# The shape function determines a Coulomb system

The shape function is the density per electron, $\sigma(\mathbf r)=\rho(\mathbf r)/N$, with $\int\sigma\,d^3r=1$ (Parr and Bartolotti, 1983). Dividing by $N$ seems to discard the electron number. For point nuclei with Coulomb forces it does not, as Ayers argued in 2000: $\sigma$ fixes the nuclei, the ionization energy and $N$. At each **Predict**, commit to an answer before reading on.

## 1. Conventions and premises

SI units are used, with $m$ the electron mass, $q^2\equiv e^2/4\pi\varepsilon_0$, $a_0=\hbar^2/mq^2=52.9$ pm and $\mathrm{Ry}=\hbar^2/2ma_0^2=13.6$ eV. The coordinate $x=(\mathbf r,s)$ includes spin, and $\rho(\mathbf r)=N\sum_s\int|\Psi|^2dx_2\cdots dx_N$ for normalized $\Psi$. A subscript "av" denotes the average over directions on a sphere about a stated centre.

**P1.** A finite system with clamped point nuclei, no relativity and no applied field:
$$\hat H_N=\sum_{i=1}^N\Big[-\frac{\hbar^2}{2m}\nabla_i^2+v(\mathbf r_i)\Big]+\sum_{i<j}\frac{q^2}{r_{ij}},\qquad v(\mathbf r)=-\sum_A\frac{Z_Aq^2}{|\mathbf r-\mathbf R_A|}.\tag{1}$$
$E(N)$ is its lowest energy at fixed $v$, with $E(0)=0$.

**P2.** $N$ is an integer and $\Psi$ is a bound ground state, so that $I(N)\equiv E(N-1)-E(N)>0$. This is the vertical ionization energy.

**P3.** $\rho(\mathbf R_A)>0$ at every nucleus, and the expansions in powers of $r$ at a nucleus and of $1/r$ at infinity exist and may be differentiated term by term.

**P4.** Removing one electron from $\Psi$ reaches the ground level of the $(N-1)$-electron ion with nonzero amplitude, and a gap separates that level from the ion's excited states.

**P5.** $E$ is strictly convex on the integers for which bound states exist: $E(M-1)-2E(M)+E(M+1)>0$.

**Predict.** The Hohenberg-Kohn theorem says that $\rho$ fixes $v$ up to a constant within a wide class of local potentials. Can $\sigma$ do the same?

It cannot. Take the $\sigma$ of any many-electron ground state, positive everywhere, and set $\phi=\sqrt\sigma$. This nodeless normalized function solves the one-electron Schrödinger equation in $v_1=\epsilon+\hbar^2\nabla^2\phi/(2m\phi)$, as substitution shows, and a nodeless eigenfunction is the ground state. The same $\sigma$ therefore belongs to $N=1$ in another potential. The restriction to the form (1) is essential.

One observation drives the rest: $N$ does not depend on position, so $\nabla\ln\sigma=\nabla\ln\rho$. Whatever is read from logarithmic slopes of $\rho$ can be read from $\sigma$.

## 2. The cusps give $v$

Let electron 1 approach nucleus $A$, with $\mathbf r=\mathbf r_1-\mathbf R_A$, and hold the other electrons at positions away from nuclei and from each other. Divide the Schrödinger equation by $-\hbar^2/2m$ and use $2mq^2/\hbar^2=2/a_0$:
$$\nabla_1^2\Psi=-\frac{2Z_A}{a_0r}\Psi+(\text{terms bounded as }r\to0).\tag{2}$$
By P3, $\Psi=\Psi_0+r\,w(\hat{\mathbf r})+o(r)$, where $\Psi_0$ and $w$ depend on the remaining coordinates.

**Predict.** Which angular components of $w$ does the $1/r$ singularity fix, and which does it leave free?

In spherical coordinates $\nabla^2=r^{-2}\partial_rr^2\partial_r-\hat L^2/r^2$, where $\hat L^2Y_{\ell m}=\ell(\ell+1)Y_{\ell m}$. Hence $\nabla^2(rw)=(2-\hat L^2)w/r$. The $1/r$ terms of (2) must match:
$$(2-\hat L^2)\,w=-\frac{2Z_A}{a_0}\Psi_0 .$$
The right side is pure $\ell=0$, which gives $w_0=-Z_A\Psi_0/a_0$. For $\ell=1$ the factor $2-\ell(\ell+1)$ vanishes and the component is free. For $\ell\ge2$ the factor is nonzero and the component must vanish. This is Kato's cusp condition (1957):
$$\Psi=\Psi_0\Big(1-\frac{Z_Ar}{a_0}\Big)+\mathbf b\cdot\mathbf r+o(r).$$
Squaring gives $|\Psi|^2=|\Psi_0|^2(1-2Z_Ar/a_0)+2\,\mathrm{Re}(\Psi_0^*\,\mathbf b\cdot\mathbf r)+o(r)$. The second term is odd in $\mathbf r$ and drops out of the average over directions. Integrate over $x_2,\dots,x_N$ (the excluded configurations have measure zero, and P3 covers the exchange of limit and integral) and sum over $s$. The result is $\sigma_{\rm av}(r)=\sigma(\mathbf R_A)(1-2Z_Ar/a_0)+o(r)$, and since $\sigma(\mathbf R_A)>0$,
$$\boxed{Z_A=-\frac{a_0}{2\sigma(\mathbf R_A)}\,\frac{d\sigma_{\rm av}}{dr}\Big|_{r\to0^+}}\tag{3}$$

**Predict.** $\Psi$ also has cusps where two electrons meet. Could they produce false nuclei in $\sigma$?

They do not. Such a cusp contributes a term $|\mathbf r_1-\mathbf r_2|\,h(\mathbf r_1,\mathbf r_2)$ to the integrand, with $h$ differentiable. Shifting the variable to $\mathbf t=\mathbf r_2-\mathbf r_1$ gives $\int|\mathbf t|\,h(\mathbf r_1,\mathbf r_1+\mathbf t)\,d^3t$, where the kink no longer depends on $\mathbf r_1$. Where $\sigma$ is differentiable and positive, its first-order term is odd and the right side of (3) is zero. The nuclei are therefore exactly the points where (3) is nonzero. Positions and charges give $v$ through (1), with the additive constant fixed by $v(\infty)=0$, and give $Z_{\rm tot}=\sum_AZ_A$.

Na and Na$^+$ share $Z=11$. The cusp cannot tell them apart.

## 3. The tail gives $I$

**Channel expansion.** At fixed $x_1=x$, $\Psi$ is antisymmetric in $x_2,\dots,x_N$, so it expands in the complete orthonormal eigenstates $\Phi_k$ of $\hat H_{N-1}$, with energies $E_k$ and $E_0=E(N-1)$:
$$\Psi=\frac1{\sqrt N}\sum_kg_k(x)\,\Phi_k(x_2,\dots,x_N),\qquad \rho(\mathbf r)=\sum_s\sum_k|g_k(x)|^2 .\tag{4}$$
The sum includes the continuum. The $g_k$ are the Dyson amplitudes, and the second relation follows from orthonormality. Split $\hat H_N=-\hbar^2\nabla^2/2m+v(\mathbf r)+\hat H_{N-1}+\sum_{j\ge2}q^2/|\mathbf r-\mathbf r_j|$ and project $(\hat H_N-E(N))\Psi=0$ on $\Phi_k$:
$$\Big[-\frac{\hbar^2}{2m}\nabla^2+v+I_k\Big]g_k+\sum_lW_{kl}\,g_l=0,\tag{5}$$
with $I_k=E_k-E(N)$, $I_0=I(N)\equiv I$ and $W_{kl}(\mathbf r)=\langle\Phi_k|\sum_jq^2/|\mathbf r-\mathbf r_j||\Phi_l\rangle$. These equations are exact.

**Large $r$.** For $r_j<r$, $1/|\mathbf r-\mathbf r_j|=1/r+\hat{\mathbf r}\cdot\mathbf r_j/r^2+\dots$, so that
$$W_{kl}=q^2\Big[\frac{(N-1)\delta_{kl}}{r}+\frac{\hat{\mathbf r}\cdot\mathbf D_{kl}}{r^2}+\dots\Big],\qquad \mathbf D_{kl}=\langle\Phi_k|\sum_j\mathbf r_j|\Phi_l\rangle .$$
The region $r_j>r$ adds exponentially small terms when one of the two states is bound. Likewise $v=-Z_{\rm tot}q^2/r+O(r^{-2})$. The diagonal potential is $-Qq^2/r+O(r^{-2})$ with
$$Q=Z_{\rm tot}-N+1,\tag{6}$$
the charge number of the ion left behind.

**Predict.** Uncoupled, channel $k$ would decay as $e^{-\kappa_kr}$ with $\kappa_k=\sqrt{2mI_k}/\hbar$. Does an excited channel keep this faster decay once $W_{k0}\ne0$?

It does not: $W_{k0}g_0$ is a source that decays as $e^{-\kappa r}$, with $\kappa\equiv\kappa_0$, and the forced solution follows it. On a power times $e^{-\kappa r}$ the kinetic operator gives $-\hbar^2\kappa^2/2m=-I$ at leading order, so (5) yields
$$g_k\simeq-\frac{W_{k0}}{I_k-I}\,g_0=O(r^{-2})\,g_0 ,$$
where the gap of P4 keeps the denominator finite. Two consequences follow. In (4) the excited channels add a relative $O(r^{-4})$ to $\rho$. In the equation for $g_0$ they add the potential $-\sum_k|W_{0k}|^2/(I_k-I)\propto r^{-4}$, the polarization of the ion. If the ion's ground level is degenerate, $g_0$ stands for all its components, which share $I$ and $Q$.

**Radial equation.** Take first an atom, $g_0=u(r)Y_{\ell m}/r$. Definite parity of the ion's level removes the diagonal dipole, and (5) becomes
$$u''=\Big[\kappa^2-\frac{2Q}{a_0r}+\frac{\ell(\ell+1)}{r^2}+O(r^{-3})\Big]u .$$
With $y=u'/u$ the left side over $u$ is $y'+y^2$. Insert $y=y_0+\beta/r+\gamma/r^2+\dots$ and match powers.

- Order $r^0$: $y_0^2=\kappa^2$, and normalizability selects $y_0=-\kappa$.
- Order $r^{-1}$: $-2\kappa\beta=-2Q/a_0$, so $\beta=Q/\kappa a_0$.
- Order $r^{-2}$: $-\beta+\beta^2-2\kappa\gamma=\ell(\ell+1)$, so $2\gamma=[\beta(\beta-1)-\ell(\ell+1)]/\kappa$.

Since $\sigma_{\rm av}\propto u^2/r^2$, its logarithmic slope is $2y-2/r$:
$$S(r)\equiv\frac{d\ln\sigma_{\rm av}}{dr}=-2\kappa+\frac{2\beta-2}{r}+\frac{2\gamma}{r^2}+O(r^{-3}).\tag{7}$$
For a molecule write $g_0=r^{\beta-1}e^{-\kappa r}[A_0(\hat{\mathbf r})+A_1(\hat{\mathbf r})/r+\dots]$. The operator $\hat L^2$ and the dipole terms first enter at order $r^{-2}$, so the first two matchings, and the first two terms of (7), are unchanged, whatever the origin. The average over directions guards against directions in which $A_0$ vanishes. Letting $r\to\infty$ and using $I=\hbar^2\kappa^2/2m$,
$$\boxed{I=\frac{\hbar^2}{8m}\lim_{r\to\infty}\Big(\frac{d\ln\sigma_{\rm av}}{dr}\Big)^2}\tag{8}$$

**Predict.** For a one-electron ion, $\sigma\propto e^{-2Zr/a_0}$. What do (3), (7) and (8) give?

The slope is $-2Z/a_0$ everywhere. Equation (3) returns $Z$, and (8) gives $I=\hbar^2Z^2/2ma_0^2=Z^2\,\mathrm{Ry}$, the exact value. With $Q=Z$, $\kappa=Z/a_0$ and $\ell=0$ one has $\beta=1$, and both corrections in (7) vanish, as they must.

## 4. From $I$ to $N$

From the definition of $I$,
$$I(M)-I(M+1)=E(M-1)-2E(M)+E(M+1).$$
P5 makes this positive, so at fixed $v$ the sequence $I(1)>I(2)>\dots$ takes no value twice.

**Theorem.** Two systems $(v,N)$ and $(v',N')$ obeying P1 to P5 with the same $\sigma$ are identical. *Proof.* Equation (3) gives the same nuclei, so $v=v'$, and both systems lie on one ladder $I(M)$. Equation (8) gives $I(N)=I(N')$. A strictly decreasing sequence then forces $N=N'$. $\blacksquare$

With $v$ and $N$ the Hamiltonian (1) is known, and with it $\rho=N\sigma$, the full electronic spectrum, the ground state and its response functions. If the ground level is degenerate, $\sigma$ fixes the level but not always the member: the two spin projections of the Na doublet share one $\sigma$.

**Predict.** Why is plain convexity not enough? Think of two protons far apart.

At large separation $R$, one electron sits on a proton and feels the other, $E(1)\simeq-\mathrm{Ry}-q^2/R$. Two electrons form two atoms, with two such attractions and one repulsion, $E(2)\simeq-2\,\mathrm{Ry}-q^2/R$. Then $I(1)-I(2)\simeq q^2/R$, which vanishes as $R\to\infty$. In that limit $E$ is linear in $N$, and the symmetric one-electron state and the two-electron state both have $\sigma=\tfrac12(\sigma_A+\sigma_B)$, with $\sigma_{A,B}$ the 1s shapes. The theorem fails exactly where strictness is lost.

**Predict.** Equation (7) has a second coefficient. What does it add?

It gives $N$ directly. From $\beta=Q/\kappa a_0$ and (6),
$$N=Z_{\rm tot}+1-\kappa a_0\beta,\qquad 2\beta-2=\lim_{r\to\infty}r\,[S(r)+2\kappa].\tag{9}$$
This route needs P1 to P4 only. Its price is a subleading coefficient, to be read at distances large compared with the whole nuclear frame.

The tail also constrains Kohn-Sham theory. The Kohn-Sham system has the same density, and its averaged tail comes from the highest occupied orbital in a potential $v_s$ with monopole tail $-Q_sq^2/r$. The same matching gives $\epsilon_{\rm HOMO}=-I$ from $\kappa$ and $Q_s=Q$ from $\beta$. Since $v$ plus the Hartree potential tends to $-(Z_{\rm tot}-N)q^2/r$, the exchange-correlation potential must supply $-q^2/r$, apart from special directions such as nodal planes of that orbital.

## 5. The Fukui function

The Fukui function is $f(\mathbf r)=(\partial\rho/\partial N)_v$ (Parr and Yang, 1984). The product rule on $\rho=N\sigma$ gives
$$\boxed{f=\sigma+N\Big(\frac{\partial\sigma}{\partial N}\Big)_v}\tag{10}$$
Since $\int\sigma\,d^3r=1$ at every $N$, the second term integrates to zero and $\int f\,d^3r=1$. The first term adds charge at fixed shape; the second is the change of shape.

The derivative needs noninteger $N$, supplied by zero-temperature ensembles of integer states. The ensemble energy is a weighted mean of the points $E(M)$ at prescribed mean electron number, and its minimum is their lower convex envelope. Under P5 the envelope joins neighbours, so at electron number $N-1+\omega$, $0\le\omega\le1$,
$$\rho_\omega=(1-\omega)(N-1)\sigma_{N-1}+\omega N\sigma_N,\qquad \sigma_\omega=\frac{\rho_\omega}{N-1+\omega}.$$

**Predict.** Is the derivative in (10) at $\omega=1$ simply $\sigma_N-\sigma_{N-1}$?

No, because $\sigma_\omega$ is not linear in $\omega$. First, $f^-=\partial\rho_\omega/\partial\omega=N\sigma_N-(N-1)\sigma_{N-1}$. The quotient rule at $\omega=1$ gives
$$\Big(\frac{\partial\sigma}{\partial N}\Big)^-_v=\frac{f^-}{N}-\frac{N\sigma_N}{N^2}=\frac{N-1}{N}\,(\sigma_N-\sigma_{N-1}),$$
which inserted in (10) returns $f^-$. The interval above $N$ gives a different function, $f^+=(N+1)\sigma_{N+1}-N\sigma_N$, so (10) holds separately from each side. The theorem makes $f^\pm$ functionals of $\sigma_N$, but through $\hat H_{N\pm1}$, not by any local operation on $\sigma_N$.

For every $\omega>0$ the slower tail, that of $\sigma_N$, dominates $\sigma_\omega$. Equations (8) and (9) then name only the upper integer. The fraction follows from the weight $\omega N/(N-1+\omega)$ of $\sigma_N$ in $\sigma_\omega$, which rises strictly with $\omega$ for $N\ge2$. For $N=1$ the shape is independent of $\omega$ and the fraction is lost.

## 6. Range of validity

- **Convexity.** P5 is an assumption. It is typical of atoms and molecules but unproved for them, and a counterexample with far-apart centres of small fractional charge is known. The proof uses only that $I(M)$ takes no value twice.
- **Accessible ion state.** If spin or spatial symmetry makes $g_0$ vanish, the tail reports the lowest reachable $I_k>I$, and the ladder argument must be redone for those values. Na ($^2S\to{}^1S$, $\ell=0$) and Na$^+$ ($^1S\to{}^2P$, $\ell=1$) satisfy P4.
- **Finite systems.** A crystal has no outer tail in all directions, and the ion of a metal has no gap.
- **Point nuclei, no relativity.** A sodium nucleus has a typical radius near 3 fm, against $a_0/Z=4.81$ pm, and inside it the cusp is rounded off. The Dirac 1s density of a point nucleus goes as $r^{2\eta-2}e^{-2Zr/a_0}$ with $\eta=\sqrt{1-(Z\alpha)^2}$, $\alpha$ being the fine-structure constant. For $Z=11$, $2\eta-2=-0.0065$, and the extra slope $(2\eta-2)/r$ equals the cusp slope at $r=16$ fm. For real sodium (3) applies only well outside that radius and well inside $a_0/Z$. Spin-orbit coupling splits the $^2P$ level of Na$^{2+}$ by approximately 0.17 eV, which gives two values of $\kappa$ for Na$^+$ that differ by 0.18 %.
- **Clamped nuclei.** Nuclear masses are absent from (1), so $\sigma$ does not fix them.
- **Computed densities.** Pseudopotentials remove the cusp. A finite Gaussian basis has no cusp and a slope $S$ that grows without bound. An approximate Kohn-Sham density returns $-\epsilon_{\rm HOMO}$ of its functional in (8), which need not equal its energy difference.
- **Existence, not stability.** The proof reads limits at single points and at infinity. Two shape functions close in any integral norm can differ there, so the theorem supplies no practical functional $N[\sigma]$.

## 7. Illustration: Na versus Na$^+$

The inputs are approximate ionization energies, $I\approx5.14$ eV $=8.24\times10^{-19}$ J for Na and $I\approx47.3$ eV $=7.58\times10^{-18}$ J for Na$^+$. The model is (7) through $r^{-2}$, and intermediate values are carried unrounded. At the nucleus (3) gives both species the slope $-2Z/a_0=-416$ nm$^{-1}$.

**Predict.** The energies differ by a factor of 9.2. By what factor do the limiting slopes differ, and for which species does the $1/r$ term matter more?

The slopes scale as $\sqrt I$, a factor of 3.0. Since $\beta=Q/\kappa a_0$ with $\kappa a_0=\sqrt{I/\mathrm{Ry}}$, the neutral atom, with its small $\kappa$, has the larger correction although its $Q$ is smaller.

| quantity | Na | Na$^+$ |
|---|---|---|
| $N$, $Q$, $\ell$ | 11, 1, 0 | 10, 2, 1 |
| $\kappa a_0$ | 0.615 | 1.86 |
| $2\kappa$ (nm$^{-1}$) | 23.2 | 70.5 |
| $\ln10/2\kappa$ (pm per decade) | 99 | 33 |
| $\beta$ | 1.63 | 1.07 |
| $2\beta-2$ | 1.25 | 0.15 |
| $2\gamma$ (nm) | 0.088 | $-0.055$ |
| $S$ at 1.0 nm (nm$^{-1}$) | $-21.9$ | $-70.4$ |
| $\hbar^2S^2/8m$ at 1.0 nm (eV) | 4.56 | 47.2 |

**Finite distance.** At 1.0 nm the model's apparent $I$ for Na lies 11 % below its limit, so (8) is approached slowly and the $1/r$ term must be fitted. The omitted terms are small. For a pure Coulomb tail, order $r^{-3}$ of the matching reads $-2\gamma+2\beta\gamma-2\kappa\delta=0$ for a term $\delta/r^3$ in $y$, and $2\delta/r^3=0.005$ nm$^{-1}$ for Na at 1.0 nm. For Na$^+$ the exponential alone has fallen by 31 decades at that radius, so its column describes the mathematics rather than a resolvable signal.

**Reading $N$ from the ladder.** Add the approximate neighbours $I(12)\approx0.55$ eV (Na$^-$) and $I(9)\approx71.6$ eV (Na$^{2+}$). For $N=12,11,10,9$ the model's limiting slopes $2\kappa$ are 7.6, 23.2, 70.5 and 86.7 nm$^{-1}$. They rise strictly, as P5 requires on this stretch, and even the 11 % shortfall leaves no doubt between the rungs.

**Reading $N$ from the power.** A tail with $2\kappa=23.2$ nm$^{-1}$ has $2\beta-2=1.25$ for $Q=1$ but would have 4.51 for $Q=2$. One with 70.5 nm$^{-1}$ has 0.15 for $Q=2$ and would have $-0.93$ for $Q=1$. The tabulated $\beta$ was built from $Q$, so this shows how sharply (9) discriminates and is no independent determination.

**Predict.** What does $f^-$ of Na become far out?

Here $f^-=11\sigma_{11}-10\sigma_{10}$. The exponential part of $\sigma_{10}/\sigma_{11}$ decays with the difference of the slopes, 47.2 nm$^{-1}$, a decade every 49 pm. Thus $f^-\to11\sigma_{11}=\rho_{11}$, of which the shape term in (10) supplies $10\sigma_{11}$ and the fixed-shape term $\sigma_{11}$. The outer density of Na is the part that ionization removes.

These numbers are the model's. The inputs were chosen as typical ionization energies of the sodium species, so the exponents reproduce typical behaviour by construction and test nothing against experiment. They show the division of labour in the proof: one slope of $-416$ nm$^{-1}$ at the nucleus says $Z=11$ for both species, and limiting slopes of $-23.2$ and $-70.5$ nm$^{-1}$ separate eleven electrons from ten.